**Addition energies of a spherical Woods-Saxon dot with 1 to 25 electrons**

The table holds chemical potentials, addition energies, highest eigenvalues, spin counts and rms radii from spin-polarised Kohn-Sham calculations (radks, PBEsol, spherically averaged shells, effective atomic units). The program uses Janak's theorem to split each addition energy into a charging baseline and a gap, and finds the gap zero within rounding in all 18 rows inside a half-shell, as the spherical averaging requires when the level rises linearly. It fits the baseline with $(c - b N_\sigma^{-2/3})/r_\text{add}$, where $b = 0.199$ comes from uniform local exchange and $c = 0.973$ is fitted, with 0.6 % rms error against 3 to 16 % for simpler capacitor forms. The excesses at 2, 8 and 18 electrons (0.098 to 0.133 hartree\*) lie between thin-shell and empty-box spacings, and those at 5 and 13 (0.049 and 0.045) are near the spin splittings of neighbouring runs once these are scaled to the same number of unpaired electrons. The output also shows 2s above 1f at 6 and 12 electrons, opposite to the empty box, which is consistent with the absence of a peak at 20.

Spin-polarised Kohn-Sham results (radks with Libxc 2, PBEsol, m-averaged shells) for a Woods-Saxon well of depth 5.34 hartree*, radius 6.79 bohr* and edge parameter 0.34 bohr*, with no central charge; starred units are effective atomic units. For N electrons, the chemical potential is E(N)-E(N-1) and the addition energy E(N+1)+E(N-1)-2E(N). Levels are named by radial order.

## Analysis program

```python
# Table: spherical Woods-Saxon dot, N = 1-25, radks spin-polarised Kohn-Sham, PBEsol, effective atomic units.
# Tested: addition energy A = charging baseline + level gap (closures) or spin splitting (half filling).
T = {
    'electrons': [1, 2, 3, 4, 5, 6, 7, 8, 9, 10, 11, 12, 13, 14, 15, 16, 17, 18, 19, 20, 21, 22, 23, 24, 25],
    'chemical_potential': [-5.22, -4.987, -4.705, -4.521, -4.334, -4.103, -3.926, -3.746, -3.455, -3.28, -3.103, -2.927, -2.751, -2.534, -2.363, -2.191, -2.019, -1.847, -1.544, -1.375, -1.206, -1.037, -0.8683, -0.6996, -0.5311],  # hartree*
    'unpaired_electrons': [1, 0, 1, 2, 3, 2, 1, 0, 1, 2, 3, 4, 5, 4, 3, 2, 1, 0, 1, 2, 3, 4, 5, 6, 7],
    'rms_radius': [3.487, 3.744, 4.009, 4.164, 4.276, 4.37, 4.445, 4.509, 4.58, 4.639, 4.692, 4.738, 4.779, 4.818, 4.853, 4.886, 4.916, 4.944, 4.975, 5.003, 5.029, 5.054, 5.078, 5.1, 5.121],  # bohr*
    'highest_eigenvalue': [-5.125, -4.894, -4.614, -4.427, -4.24, -4.015, -3.836, -3.655, -3.367, -3.192, -3.015, -2.839, -2.664, -2.449, -2.277, -2.105, -1.933, -1.761, -1.46, -1.291, -1.122, -0.9527, -0.7839, -0.6153, -0.4469],  # hartree*
    'highest_level': ['1s up', '1s up', '1p up', '1p up', '1p up', '1p down', '1p down', '1p up', '1d up', '1d up', '1d up', '1d up', '1d up', '1d down', '1d down', '1d down', '1d down', '1d up', '1f up', '1f up', '1f up', '1f up', '1f up', '1f up', '1f up'],
    'addition_energy': [None, 0.2822, 0.184, 0.1869, 0.231, 0.177, 0.18, 0.2905, 0.1757, 0.1761, 0.1761, 0.1759, 0.2174, 0.1713, 0.1718, 0.172, 0.172, 0.3026, 0.1692, 0.1691, 0.169, 0.1689, 0.1687, 0.1685, None],  # hartree*
}
import numpy as np
from scipy.optimize import brentq
from scipy.special import spherical_jn as jn
f = lambda k: dict(zip([int(n) for n in T['electrons']], T[k]))
mu, ep, r, A, m = map(f, ['chemical_potential', 'highest_eigenvalue', 'rms_radius', 'addition_energy', 'unpaired_electrons'])
R = 6.79  # well radius, setting
seq = [s for l in range(4) for s in (0, 1) for _ in range(2*l + 1)]  # 1s 1p 1d 1f, up then down
cnt = lambda n, s: seq[:n].count(s)
assert all(cnt(n, 0) - cnt(n, 1) == m[n] for n in mu)
d = {n: ep[n] - mu[n] for n in mu}
ex = {n: A[n] - d[n] - d[n+1] for n in range(2, 25)}
pk = [2, 5, 8, 13, 18]
pl = [n for n in ex if n not in pk]
assert max(abs(ex[n]) for n in pl) < 0.003 and min(ex[n] for n in pk) > 0.04
print("energies hartree*, lengths bohr*; d = eigenvalue - mu; excess = A - d(N) - d(N+1)")
print(f"d range {min(d.values()):.3f}-{max(d.values()):.3f}, d(1) = {d[1]:.3f}; rounding: excess up to 0.002, r_add up to 0.013")
ra = np.array([np.sqrt(((n+1)*r[n+1]**2 - (n-1)*r[n-1]**2)/2) for n in pl])
Ap = np.array([A[n] for n in pl]); rp = np.array([r[n] for n in pl])
ns = np.array([cnt(n, seq[n-1]) for n in pl]); x = ns**(-2/3)
b0 = (6/np.pi)**(1/3)/3/(4*np.pi/3)**(1/3)/np.sqrt(5/3)
c1 = np.sum((Ap + b0*x/ra)/ra)/np.sum(ra**-2); M1 = (c1 - b0*x)/ra
c2, b2 = np.linalg.lstsq(np.c_[1/ra, -x/ra], Ap, rcond=None)[0]
print(f"model (c - b Ns^-2/3)/r_add, b = {b0:.3f} (uniform exchange), fitted c = {c1:.3f}")
print(f"c for uniform sphere {1.2/np.sqrt(5/3):.3f}, thin shell 1; free fit c = {c2:.3f}, b = {b2:.3f}")
assert 0.9 < c1 < 1.0
print(" N  Ns  A       excess  r_add  A*r_add  model   error %")
for i, n in enumerate(pl):
    print(f"{n:2d} {ns[i]:3d}  {Ap[i]:.4f} {ex[n]:+.4f}  {ra[i]:.2f}   {Ap[i]*ra[i]:.3f}   {M1[i]:.4f} {100*(M1[i]/Ap[i]-1):+.1f}")
fit = lambda g: np.sum(Ap*g)/np.sum(g*g)
for name, M in [("model above", M1), ("free c and b", (c2 - b2*x)/ra), (f"{fit(1/ra):.3f}/r_add", fit(1/ra)/ra),
                (f"{fit(1/rp):.3f}/rms", fit(1/rp)/rp), (f"1/R = {1/R:.4f}", 1/R + 0*ra), (f"1.2/R = {1.2/R:.4f}", 1.2/R + 0*ra)]:
    e = 100*(M/Ap - 1); w = np.argmax(abs(e))
    print(f"{name}: rms error {np.sqrt(np.mean(e**2)):.1f} %, worst {e[w]:+.1f} % at N = {pl[w]}")
print(f"A steps 3>4 {A[4]-A[3]:+.4f}, 4>6 {A[6]-A[4]:+.4f}, 6>7 {A[7]-A[6]:+.4f}, 12>14 {A[14]-A[12]:+.4f}")
# further outputs of the same runs, N = 6 and 12: levels 1s 1p 1d 1f 2s, energies, mean radii of 1f and 2s up
up = {6: [-4.11774, -4.04343, -3.92442, -3.76826, -3.73006], 12: [-3.00167, -2.94262, -2.8394, -2.69843, -2.56919]}
dn = {6: [-4.09128, -4.01513, -3.89525, -3.73867, -3.71593], 12: [-2.9683, -2.90713, -2.80218, -2.65995, -2.55658]}
EH, EK, rad = {6: 3.8403, 12: 14.2129}, {6: 1.08062, 12: 2.94913}, {6: (4.7439, 3.13572), 12: (4.92496, 3.14013)}
z = [brentq(lambda t: jn(l, t), a, a + 1.5) for l, a in enumerate([2.5, 4, 5, 6.2])] + [2*np.pi]
box = np.array(z)**2/(2*R**2)
print("closure: A, excess, gap N=6, gap N=12, linear to N, rotor (l+1)/rms^2, empty box")
for l, n in enumerate([2, 8, 18]):
    g = {k: (up[k][l+1] - up[k][l] + dn[k][l+1] - dn[k][l])/2 for k in up}
    lin = g[6] + (g[12] - g[6])*(n - 6)/6
    rot, bx = (l + 1)/r[n]**2, box[l+1] - box[l]
    assert rot < ex[n] < bx
    print(f"N={n}: {A[n]:.4f} {ex[n]:.3f} {g[6]:.3f} {g[12]:.3f} {lin:.3f} ({lin-ex[n]:+.3f}) {rot:.3f} {bx:.3f}")
s6, s12 = dn[6][1] - up[6][1], dn[12][2] - up[12][2]
J6, J12 = s6/m[6], s12/m[12]; p = np.log(J12/J6)/np.log(2)
print(f"splitting 1p N=6 {s6:.4f}, 1d N=12 {s12:.4f}; J per unpaired {J6:.4f}, {J12:.4f}; power of N {p:.2f}")
for n, J in [(5, J6), (13, J12)]:
    print(f"N={n}: A {A[n]:.4f}, excess {ex[n]:.3f}, J*M neighbour J {J*m[n]:.3f}, power-law J {J6*(n/6)**p*m[n]:.3f}")
print(f"N=1: mu(2)-mu(1) = {mu[2]-mu[1]:.3f}, excess {mu[2]-mu[1]-d[1]-d[2]:.3f}")
print(f"2s minus 1f: empty box {box[4]-box[3]:+.3f}; excess at N=20 {ex[20]:+.4f}")
for k in up:
    g = up[k][4] - up[k][3]
    print(f"N={k}: 2s-1f up {g:+.3f}, shift from box {g-box[4]+box[3]:.2f}, crude uniform charge {k*(rad[k][0]**2-rad[k][1]**2)/(2*R**3):.1f}")
    print(f"N={k}: Hartree/kinetic {EH[k]/EK[k]:.1f}, 2 E_H rms/N^2 = {2*EH[k]*r[k]/k**2:.3f}")
nn = np.array(sorted(r))
print(f"rms ~ N^{np.polyfit(np.log(nn), np.log([r[n] for n in nn]), 1)[0]:.3f} (fixed density 0.333); rms(25)/R = {r[25]/R:.2f}")
```

Printed output:

```
energies hartree*, lengths bohr*; d = eigenvalue - mu; excess = A - d(N) - d(N+1)
d range 0.084-0.095, d(1) = 0.095; rounding: excess up to 0.002, r_add up to 0.013
model (c - b Ns^-2/3)/r_add, b = 0.199 (uniform exchange), fitted c = 0.973
c for uniform sphere 0.930, thin shell 1; free fit c = 0.976, b = 0.207
 N  Ns  A       excess  r_add  A*r_add  model   error %
 3   2  0.1840 -0.0010  4.55   0.836   0.1865 +1.4
 4   3  0.1869 -0.0011  4.65   0.869   0.1888 +1.0
 6   2  0.1770 -0.0010  4.84   0.857   0.1751 -1.1
 7   3  0.1800 -0.0010  4.90   0.882   0.1790 -0.6
 9   5  0.1757 -0.0003  5.13   0.901   0.1766 +0.5
10   6  0.1761 +0.0001  5.17   0.910   0.1767 +0.3
11   7  0.1761 +0.0001  5.20   0.917   0.1765 +0.2
12   8  0.1759 +0.0009  5.23   0.920   0.1765 +0.3
14   5  0.1713 +0.0003  5.31   0.909   0.1705 -0.5
15   6  0.1718 -0.0002  5.34   0.917   0.1710 -0.5
16   7  0.1720 +0.0000  5.36   0.923   0.1712 -0.4
17   8  0.1720 -0.0000  5.39   0.926   0.1715 -0.3
19  10  0.1692 +0.0012  5.51   0.932   0.1690 -0.1
20  11  0.1691 +0.0011  5.52   0.933   0.1691 +0.0
21  12  0.1690 +0.0007  5.54   0.936   0.1689 -0.1
22  13  0.1689 +0.0002  5.57   0.940   0.1683 -0.3
23  14  0.1687 +0.0000  5.58   0.942   0.1682 -0.3
24  15  0.1685 -0.0000  5.59   0.942   0.1682 -0.2
model above: rms error 0.6 %, worst +1.4 % at N = 3
free c and b: rms error 0.6 %, worst -1.4 % at N = 6
0.907/r_add: rms error 3.4 %, worst +8.4 % at N = 3
0.819/rms: rms error 4.1 %, worst +11.0 % at N = 3
1/R = 0.1473: rms error 15.5 %, worst -21.2 % at N = 4
1.2/R = 0.1767: rms error 3.4 %, worst -5.4 % at N = 4
A steps 3>4 +0.0029, 4>6 -0.0099, 6>7 +0.0030, 12>14 -0.0046
closure: A, excess, gap N=6, gap N=12, linear to N, rotor (l+1)/rms^2, empty box
N=2: 0.2822 0.098 0.075 0.060 0.085 (-0.013) 0.071 0.112
N=8: 0.2905 0.111 0.119 0.104 0.114 (+0.003) 0.098 0.141
N=18: 0.3026 0.133 0.156 0.142 0.127 (-0.006) 0.123 0.169
splitting 1p N=6 0.0283, 1d N=12 0.0372; J per unpaired 0.0141, 0.0093; power of N -0.60
N=5: A 0.2310, excess 0.049, J*M neighbour J 0.042, power-law J 0.047
N=13: A 0.2174, excess 0.045, J*M neighbour J 0.047, power-law J 0.044
N=1: mu(2)-mu(1) = 0.233, excess 0.045
2s minus 1f: empty box -0.101; excess at N=20 +0.0011
N=6: 2s-1f up +0.038, shift from box 0.14, crude uniform charge 0.1
N=6: Hartree/kinetic 3.6, 2 E_H rms/N^2 = 0.932
N=12: 2s-1f up +0.129, shift from box 0.23, crude uniform charge 0.3
N=12: Hartree/kinetic 4.8, 2 E_H rms/N^2 = 0.935
rms ~ N^0.120 (fixed density 0.333); rms(25)/R = 0.75
```
